**Predicting the lowest triplet levels of d⁶ in a tetrahedral field with strong spin-orbit coupling**

The table holds level energies and spins from exact diagonalisation of a parametric ligand-field model (Racah B and C, 10Dq, ζ) for d⁶ in Td symmetry. The program tests spin-pure blocks with second-order spin mixing, and compares them with the same blocks without mixing and with first-order J-first and Tanabe-Sugano-first schemes. On the ten excited quintet levels the rms deviations are 320, 873, 513 and 4053 cm⁻¹, but the second-order scheme misses the known triplet T2 by 2273 cm⁻¹. Anchored to that level, it predicts the withheld E, T1 and A1 too low by 1090, 1499 and 2147 cm⁻¹, all outside their bars, while two of the three spins fall inside. All schemes approximate the Hamiltonian that made the table, so the comparison tests orders of perturbation theory, not a real ion.

Lowest levels of a d⁶ shell at a site of Td symmetry, from exact diagonalisation of a parametric ligand-field model (ligand-field diagonalisation 1) with Racah B = 1100 cm⁻¹ and C = 4250 cm⁻¹, 10Dq = -3650 cm⁻¹ and spin-orbit ζ = 4450 cm⁻¹. Energies are relative to the lowest level, irreps are double-group labels, and the spin S is obtained from ⟨S²⟩ = S(S+1).

## Program and output

```python
# Table: d6 levels (cm-1) and spin S in Td, parametric ligand-field model (B, C, 10Dq, zeta), exact diagonalisation.
# Tested: spin-pure blocks + 2nd-order spin mixing (M2; M0 without it) vs J-first and Tanabe-Sugano-first 1st order.
T = {
    'level_irrep': ['A1', 'T1', 'E', 'T2', 'A2', 'T2', 'E', 'T1', 'T2', 'T1', 'A1', 'T2', 'E', 'T1', 'A1'],
    'level_degeneracy': [1, 3, 2, 3, 1, 3, 2, 3, 3, 3, 1, 3, 2, 3, 1],
    'level_energy': [0.0, 229.8, 350.1, 971.4, 4592.8, 6011.4, 7511.0, 7680.9, 8808.3, 10596.3, 11125.7, 19300.4, 20959.6, 21641.0, 21795.7],  # cm⁻¹
    'level_spin': [1.92, 1.92, 1.91, 1.91, 1.97, 1.93, 1.83, 1.95, 1.85, 1.91, 1.89, 0.96, 1.02, 0.97, 0.95],
}
HELD = [12, 13, 14]  # rows withheld from the fit
import numpy as np, itertools as it
from sympy.physics.wigner import wigner_3j as w3
B, C, Dq, z = 1100., 4250., -365., 4450.  # settings from the caption
ir, dg = T['level_irrep'], T['level_degeneracy']; En = np.array(T['level_energy'], float); Sp = np.array(T['level_spin'], float)
K = [i for i in range(len(ir)) if i not in HELD]; a = max(K); m = np.arange(-2, 3)
D = [sum(1 << p for p in c) for c in it.combinations(range(10), 6)]; ix = {d: i for i, d in enumerate(D)}; n = len(D)
E = np.zeros((10, 10, n, n)); par = lambda d, p: (-1)**bin(d & ((1 << p)-1)).count('1')
for j, d in enumerate(D):
    for p, q in it.product(range(10), repeat=2):
        e = d ^ (1 << q)
        if d >> q & 1 and not e >> p & 1: E[p, q, ix[e | 1 << p], j] = par(d, q)*par(e, p)
one = lambda h: np.tensordot(h, E, 2); r = range(-2, 3); V = np.zeros((5, 5, 5, 5))
for k, F in ((2, 49*B+7*C), (4, 63*C/5)):
    c = np.array([[(-1)**(x % 2)*5*float(w3(2, k, 2, 0, 0, 0)*w3(2, k, 2, -x, x-y, y)) for y in r] for x in r])
    V += F*np.einsum('ac,db->abcd', c, c)
V *= (m[:, None, None, None]+m[None, :, None, None] == m[None, None, :, None]+m[None, None, None, :])
Es = E[0::2, 0::2]+E[1::2, 1::2]; A = np.tensordot(V, Es, ([1, 3], [0, 1]))
Hee = .5*(sum(Es[x, y]@A[x, y] for x in range(5) for y in range(5))-np.tensordot(np.einsum('abbd->ad', V), Es, 2))
lz = np.diag(m*1.); lp = np.diag(np.sqrt(6.-m[:-1]*(m[:-1]+1)), -1); sz = np.diag([.5, -.5]); sp = np.array([[0, 1.], [0, 0]])
SO = z*one(np.kron(lz, sz)+.5*(np.kron(lp, sp.T)+np.kron(lp.T, sp)))
lf = np.diag([1., -4, 6, -4, 1]); lf[0, 4] = lf[4, 0] = 5; I2, I5 = np.eye(2), np.eye(5); LF = Dq*one(np.kron(lf, I2))
Sz, Su = one(np.kron(I5, sz)), one(np.kron(I5, sp)); Jz, Ju = Sz+one(np.kron(lz, I2)), Su+one(np.kron(lp, I2))
S2 = Su.T@Su+Sz@Sz+Sz; J2 = Ju.T@Ju+Jz@Jz+Jz; c4 = np.cos(np.pi/2*np.diag(Jz))
def proj(M, v):
    w, U = np.linalg.eigh(M); U = U[:, abs(w-v) < 1e-6]; return U@U.T
grp = lambda w: np.split(np.arange(len(w)), np.where(np.diff(w) > 1e-6)[0]+1)
lab = {(1, 1): 'A1', (1, -1): 'A2', (2, 0): 'E', (3, 1): 'T1', (3, -1): 'T2'}; P4 = proj(J2, 20)
def pt(H0, W, f):  # f=1: second order; f=1e-4: first order (tiny 2nd-order term only separates irreps)
    w, U = np.linalg.eigh(H0); W = U.T@W@U; L = []
    for g in [g for g in grp(w) if g[0] < 60]:
        dE = w[g].mean()-w; dE[g] = np.inf; R = f*W[:, g]/dE[:, None]
        e, v = np.linalg.eigh(W[np.ix_(g, g)]+W[g, :]@R); X = (U[:, g]+U@R)@v; X /= np.linalg.norm(X, axis=0)
        for h in grp(e):
            Y = X[:, h]; av = lambda M: np.trace(Y.T@M@Y)/len(h)
            L.append((w[g].mean()+e[h].mean(), lab.get((len(h), int(round(c4@(Y**2).sum(1)))), '?'),
                      np.sqrt(.25+av(S2))-.5, av(P4), (av(LF)/Dq+24)/10))
    L.sort(); pick = lambda i: ([l for l in L if l[1] == ir[i]]+[(np.nan,)*5]*9)[ir[:i].count(ir[i])]
    return np.array([[l[0]-L[0][0], l[2], l[3], l[4]] for l in map(pick, range(len(ir)))])
H = Hee+LF+SO; Hb = sum(P@H@P for P in (proj(S2, v) for v in (0, 2, 6)))
M = {'M2': pt(Hb, H-Hb, 1.), 'M0': pt(Hb, H-Hb, 1e-4), 'J': pt(Hee+SO, LF, 1e-4), 'TS': pt(Hee+LF, SO, 1e-4)}
w = np.linalg.eigvalsh(Hee); assert abs(w[25]-w[0]-4*B-4*C) < 1e-3  # 3H - 5D = 4B+4C
assert sum(dg[:11]) == 25 and Sp[:11].min() > 1.8 and abs(Sp[a]-1) < .1 and np.all(np.diff(En[K]) > 0)
print('rounding floor: 0.05 cm-1, 0.005 in S; zeta/|10Dq| = %.2f; 4B+4C = %.0f; 1.5 zeta = %.0f cm-1' % (z/abs(10*Dq), 4*B+4*C, 1.5*z))
print('first four steps', np.round(np.diff(En[:5]), 1), '; gap above 5D rows %.1f cm-1' % (En[a]-En[a-1]))
print('lowest J=4 fractions T1, E: %.2f %.2f (rank-4 rule %.2f %.2f)' % (En[1]/En[3], En[2]/En[3], 14/54, 24/54))
print('Lande 5D J=3,2,1,0:', [round(z/8*(20-J*(J+1))) for J in (3, 2, 1, 0)], 'cm-1')
print('row irrep E | model-table cm-1: M2 M0 J TS | S, S(M2), non-quintet % if all triplet | M2 J=4 weight, n_e')
for i in K: print(i, ir[i], En[i], '|', *['%.0f' % (M[k][i, 0]-En[i]) for k in M], '| %.2f %.3f %.0f | %.2f %.2f' % (Sp[i], M['M2'][i, 1], 25*(6-Sp[i]*(Sp[i]+1)), *M['M2'][i, 2:]))
rms = {}
for k in M:
    d = M[k][K[1:], 0]-En[K[1:]]; rms[k] = np.sqrt(np.nanmean(d**2)); j = np.nanargmax(abs(d))
    print('%s: rms rows 1-%d %.0f, rows 1-10 %.0f, worst row %d %.0f cm-1' % (k, a, rms[k], np.sqrt(np.nanmean(d[:10]**2)), K[1:][j], d[j]))
sb = max(np.nanmax(abs(M['M2'][K, 1]-Sp[K])), .01); gap = {k: M[k][:, 0]-M[k][a, 0] for k in M}
print('anchor row %d: energy offset %.0f cm-1, spin offset %.3f; spin bar %.3f' % (a, En[a]-M['M2'][a, 0], Sp[a]-M['M2'][a, 1], sb))
for i in HELD:
    p = En[a]+gap['M2'][i]; b = max(rms['M2'], abs(gap['M2'][i]-gap['M0'][i])/2); s = M['M2'][i, 1]+Sp[a]-M['M2'][a, 1]
    print('row %d %s predict E %.0f +- %.0f, S %.3f +- %.3f; M2 J=4 weight %.2f, n_e %.2f' % (i, ir[i], p, b, s, sb, *M['M2'][i, 2:]))
    print('  computed E %.1f miss %.0f (%.2f bar); S %.2f miss %.3f (%.2f bar)' % (En[i], p-En[i], abs(p-En[i])/b, Sp[i], s-Sp[i], abs(s-Sp[i])/sb))
    print('  gap to anchor cm-1: table %.0f;' % (En[i]-En[a]), *['%s %.0f (miss %.0f)' % (k, gap[k][i], gap[k][i]-En[i]+En[a]) for k in M])
gap['table'] = En-En[a]; h = sorted(HELD)
for k in gap: print('%s: T2-A1 spread %.0f cm-1 = %.2f zeta; fractions E %.2f, T1 %.2f' % (k, gap[k][h[2]], gap[k][h[2]]/z, gap[k][h[0]]/gap[k][h[2]], gap[k][h[1]]/gap[k][h[2]]))
print('limits of fractions E, T1: pure J=4 %.2f %.2f; pure 3T1 0 %.2f' % (30/54, 40/54, 2/3))
```

Printed output:

```
rounding floor: 0.05 cm-1, 0.005 in S; zeta/|10Dq| = 1.22; 4B+4C = 21400; 1.5 zeta = 6675 cm-1
first four steps [ 229.8  120.3  621.3 3621.4] ; gap above 5D rows 8174.7 cm-1
lowest J=4 fractions T1, E: 0.24 0.36 (rank-4 rule 0.26 0.44)
Lande 5D J=3,2,1,0: [4450, 7788, 10012, 11125] cm-1
row irrep E | model-table cm-1: M2 M0 J TS | S, S(M2), non-quintet % if all triplet | M2 J=4 weight, n_e
0 A1 0.0 | 0 0 0 0 | 1.92 1.922 10 | 0.98 2.72
1 T1 229.8 | -20 14 44 -230 | 1.92 1.919 10 | 0.95 2.70
2 E 350.1 | -42 115 119 -350 | 1.91 1.909 11 | 0.94 2.68
3 T2 971.4 | 49 116 84 -971 | 1.91 1.911 11 | 0.87 2.59
4 A2 4592.8 | 36 -1339 -355 -4592 | 1.97 1.964 4 | 0.00 2.97
5 T2 6011.4 | 27 -803 -37 -5698 | 1.93 1.936 9 | 0.14 2.38
6 E 7511.0 | -476 1069 -721 -4972 | 1.83 1.794 21 | 0.04 2.43
7 T1 7680.9 | 11 -1083 -317 -5142 | 1.95 1.950 6 | 0.03 2.10
8 T2 8808.3 | -735 845 -985 -2932 | 1.85 1.777 18 | 0.00 2.22
9 T1 10596.3 | -437 736 -714 -4720 | 1.91 1.881 11 | 0.02 2.27
10 A1 11125.7 | 250 1257 -621 -5249 | 1.89 1.912 13 | 0.02 2.28
11 T2 19300.4 | 2273 -558 266 -39 | 0.96 0.988 103 | 0.60 2.87
M2: rms rows 1-11 751, rows 1-10 320, worst row 11 2273 cm-1
M0: rms rows 1-11 849, rows 1-10 873, worst row 4 -1339 cm-1
J: rms rows 1-11 496, rows 1-10 513, worst row 8 -985 cm-1
TS: rms rows 1-11 3864, rows 1-10 4053, worst row 5 -5698 cm-1
anchor row 11: energy offset -2273 cm-1, spin offset -0.028; spin bar 0.073
row 12 E predict E 19870 +- 751, S 1.130 +- 0.073; M2 J=4 weight 0.28, n_e 3.40
  computed E 20959.6 miss -1090 (1.45 bar); S 1.02 miss 0.110 (1.52 bar)
  gap to anchor cm-1: table 1659; M2 570 (miss -1090) M0 -240 (miss -1900) J 2413 (miss 754) TS -0 (miss -1659)
row 13 T1 predict E 20142 +- 751, S 0.967 +- 0.073; M2 J=4 weight 0.39, n_e 3.24
  computed E 21641.0 miss -1499 (2.00 bar); S 0.97 miss -0.003 (0.04 bar)
  gap to anchor cm-1: table 2341; M2 842 (miss -1499) M0 1672 (miss -668) J 3217 (miss 877) TS 798 (miss -1543)
row 14 A1 predict E 19649 +- 1026, S 0.915 +- 0.073; M2 J=4 weight 0.32, n_e 3.24
  computed E 21795.7 miss -2147 (2.09 bar); S 0.95 miss -0.035 (0.49 bar)
  gap to anchor cm-1: table 2495; M2 348 (miss -2147) M0 2401 (miss -95) J 4128 (miss 1632) TS 877 (miss -1619)
M2: T2-A1 spread 348 cm-1 = 0.08 zeta; fractions E 1.64, T1 2.42
M0: T2-A1 spread 2401 cm-1 = 0.54 zeta; fractions E -0.10, T1 0.70
J: T2-A1 spread 4128 cm-1 = 0.93 zeta; fractions E 0.58, T1 0.78
TS: T2-A1 spread 877 cm-1 = 0.20 zeta; fractions E -0.00, T1 0.91
table: T2-A1 spread 2495 cm-1 = 0.56 zeta; fractions E 0.66, T1 0.94
limits of fractions E, T1: pure J=4 0.56 0.74; pure 3T1 0 0.67
```
